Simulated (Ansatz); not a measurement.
# Pressure and stored energy of a random rock-salt Hf8C5N3 alloy from −10 % to +6 % in volume, with RPBE

We have to decide how far a solid pad of hafnium carbonitride in a press may be squeezed evenly from all sides. Our brief sets three limits. The pad must carry a pressure of at least 10 GPa, shorten by no more than 3 % along each edge, and store no more than 1 kJ/cm³ of elastic energy. Among the states that pass, we take the one with the least stored energy.

The candidates are six volumes of one hand-built random alloy cell, calculated with RPBE at 0 K. Volume change and energy are counted from the cell relaxed at the same level, and pressure is positive under compression. The two stretched rows cannot carry the load, but they show how the stiffness changes on either side of zero pressure.

## Computational details

One cell of 512 atoms, Hf8C5N3 in reduced formula. Start: rock-salt HfC, 4 x 4 x 4 conventional cells, 96 of 256 C sites given to N at random (x = 0.375), lattice by Vegard's rule (a = 4.597 Å); not relaxed, displaced by a Gaussian of 0.02 Å. Cell and atoms were then relaxed in DFT. From that cell the volume was scaled evenly and the atoms were relaxed again at each fixed cell. Ansatz 0.2.0: Kohn-Sham DFT with RPBE, PAW potentials, plane waves to 420 eV, k-points Γ alone, no spin polarisation, no spin-orbit coupling. Occupations: Fermi-Dirac smearing of 0.05 eV. The cutoff and the k-mesh are held, so the number of plane waves changes with the volume. In the run that the rows count from, the cell has a density of 12.68 g/cm³, a pressure of -0.0 GPa and a spacing of 0.02 eV between highest filled and lowest empty level with 22 levels partly filled, and its k-points sample 19 Å along the shortest periodic direction.

Notes on method and selection:

- Cells built by rule (random alloys, stacks, cuts and interfaces) are models; they needn't be known phases.
- All values are for 0 K, without vibrations.
- Too few of these runs have a clean gap for a gap column: frontier levels are partly filled, the cells are metallic on their meshes, or the meshes miss the band edges.
- Where atoms are relaxed at each volume, a cell can fall into another minimum, and loose force tolerances leave some of the strain unrelaxed.
- Series whose pressures fit the equation of state badly weren't written up.
- Runs that did not converge, have known faults or may not be shown are not listed, and runs on Ansatz's PAW sets soft_1 and soft_2 are kept to separate tables.

Columns:

- volume change (%): change of the cell's volume from the relaxed cell, all three axes scaled alike.
- volume (Å³/atom): volume per atom.
- pressure (GPa): pressure, a third of the trace of the stress, positive under compression, without a kinetic term.
- energy (meV/atom): free energy per atom less that of the relaxed cell.

Input lines of one member:

```
kpoints:
  mp_grid: { grid: [1, 1, 1] }
hamiltonian:
  xc: rpbe
scf:
  occupations: { method: fermi_dirac, width: 0.05 }
relax:
  f_tol: 0.05
  max_steps: 70
```

Command (options for logging and memory left out): `ansatz run input.yaml --threads 32 --backend cuda`

## Numbers

| member | volume change (%) | volume (Å³/atom) | pressure (GPa) | energy (meV/atom) |
| --- | --- | --- | --- | --- |
| −10 % | −10 | 11.2723 | 30.290 | 108.163 |
| −6 % | −6 | 11.7733 | 16.262 | 36.163 |
| −3 % | −3 | 12.1491 | 7.513 | 8.559 |
| relaxed cell | 0 | 12.5248 | −0.007 | 0.000 |
| +3 % | 3 | 12.9005 | −6.455 | 7.767 |
| +6 % | 6 | 13.2763 | −11.923 | 29.417 |

Least-squares fits to the whole series, with x = volume change (%); R² and errors in the fitted variable (y, or ln y where the fit is in ln y):

| y | members | fit | R² | rms residual | leave-one-out rms | the same for the mean of the others |
| --- | --- | --- | --- | --- | --- | --- |
| pressure (GPa) | 6 | y = −0.1192 − 2.355 x + 0.06759 x² | 1.00 | 0.12 | 0.42 | 17 |
| energy (meV/atom) | 6 | y = −1.666 − 0.6418 x + 1.019 x² | 1.00 | 1.9 | 6.6 | 44 |

## Why the values move as they do

Pressure rises at each step of compression, and the steps become steeper. Between neighbouring rows, one per cent of volume costs (11.923 − 6.455) / 3 = 1.82 GPa at the stretched end and (30.290 − 16.262) / 4 = 3.51 GPa at the compressed end, nearly twice as much.

Around the relaxed cell, the rows at ±3 % give a bulk modulus of (7.513 + 6.455) / 0.06 = 232.8 GPa. For small changes the energy follows from it as E ≈ ½ B V₀ x², where B is the bulk modulus, V₀ the relaxed volume per atom and x the fractional volume change. With 1 meV/Å³ = 0.1602 GPa, a change of 3 % gives 0.5 × 232.8 × 12.5248 × 0.03² / 0.1602 = 8.2 meV/atom. The table has 8.6 under compression and 7.8 under stretching, one on each side of this symmetric estimate.

The asymmetry grows with the strain. Compression by 6 % costs 36.163 / 29.417 = 1.23 times as much energy as stretching by 6 %, against 8.559 / 7.767 = 1.10 times at 3 %.

The usual theory of bonding explains the sign. When the hafnium–carbon and hafnium–nitrogen distances shrink, the repulsion between overlapping filled shells grows faster than the attraction that binds the crystal. When the distances grow, the repulsion fades first and the restoring force weakens. The bond lengths change by only about a third of the volume change, roughly 2 % at −6 %, so a small shortening already produces a large pressure.

## Outliers

Largest departures from the fit to the whole series:

| member | pressure (GPa) | fit | computed − fit | in rms residuals |
| --- | --- | --- | --- | --- |
| −6 % | 16.262 | 16.444 | −0.182 | 1.5 |
| +3 % | −6.455 | −6.576 | +0.121 | 1.0 |
| relaxed cell | −0.007 | −0.119 | +0.112 | 1.0 |
| +6 % | −11.923 | −11.816 | −0.107 | 0.9 |

The printed parabola for pressure misses by at most 0.18 GPa, at −6 %. Its residuals change sign along the series as they would if a cubic term were missing, so we do not read them as faults of single rows. The energy parabola is less useful near the minimum: at +3 % it gives −1.666 − 0.6418 × 3 + 1.019 × 3² = 5.6 meV/atom where the table has 7.8.

The pressures at changed volume are less tightly converged than the energies, so we checked one against the other. Integrating pressure over volume from the relaxed cell to −6 % by Simpson's rule gives (16.262 + 4 × 7.513 − 0.007) / 6 × (12.5248 − 11.7733) / 0.1602 = 36.2 meV/atom, which matches the tabulated energy. The atoms also moved little when relaxed at each volume, with no sign of a new structure. Series with a bad equation-of-state fit were left out beforehand, so the smoothness here says nothing about how often such runs succeed.

## Meeting the brief

The relaxed cell and the two stretched rows fail on pressure, which leaves three compressed states.

Edge shortening is 1 − (1 + x)^(1/3), with x the fractional volume change. Stored energy per relaxed volume is E / V₀, with 1 meV/Å³ = 0.1602 kJ/cm³.

- **−3 %:** the edge shortens by 1.0 %, or 10 µm per mm. The stored energy is 8.559 / 12.5248 × 0.1602 = 0.11 kJ/cm³. The pressure of 7.5 GPa is too low.
- **−6 %:** the edge shortens by 2.0 %, or 20 µm per mm. The stored energy is 36.163 / 12.5248 × 0.1602 = 0.46 kJ/cm³. The pressure is 16.3 GPa, and all three limits are met.
- **−10 %:** the edge shortens by 3.5 %, and the stored energy is 108.163 / 12.5248 × 0.1602 = 1.38 kJ/cm³. Both exceed their limits, although the pressure reaches 30.3 GPa.

RPBE tends to make such solids too large and too soft. We allow roughly 10 % on the stiffness, mostly towards higher true values. At −6 % this moves the pressure to about 18 GPa and the stored energy to about 0.5 kJ/cm³, and the state still passes. At −3 % the pressure becomes about 8 GPa and still falls short.

The error in volume matters more if the wrong zero is used. The starting cell from Vegard's rule had 4.597³ / 8 = 12.14 Å³/atom, almost the volume of the −3 % row. Entering the table with that absolute volume would therefore report about 7.5 GPa for a cell meant to be unloaded. A part's compression should be counted from its own unloaded volume.

Our pick is −6 %, with −3 % as runner-up. The pick would fail if its pressure were lower by 1 − 10 / 16.262 = 39 %, or if the edge limit were tightened below 2.0 %. The runner-up would replace it if the required pressure were 7.5 GPa or less, or if heating at fixed volume added 10 − 7.513 = 2.5 GPa.

## Rules of thumb and their limits

From −10 % to +6 %, this alloy cell stiffens under compression and softens under stretching, and its pressures and energies tell the same story. The result belongs to one random arrangement at one composition.

We know of no omitted effect as large as the full pressure spread of 42 GPa, but two matter for design. Heating at fixed volume adds a pressure of about the volume expansion coefficient times the bulk modulus times the rise in temperature. With a rough volume expansion coefficient of 0.00002 per K for a carbide of this kind, that is 0.00002 × 232.8 × 1000 = 4.7 GPa per 1000 K, which is enough to change the choice for a hot pad. Flaws and grain boundaries lower the tension that a real ceramic can bear to well below 1 GPa as a rough size, so the stretched rows describe the elastic response of a perfect crystal and give no usable tensile load.

[Logs are printed without paths, hosts, clocks, repeated set-up lines and the standing remarks that a program may print on its own settings, such as how far it seeks lower states.]
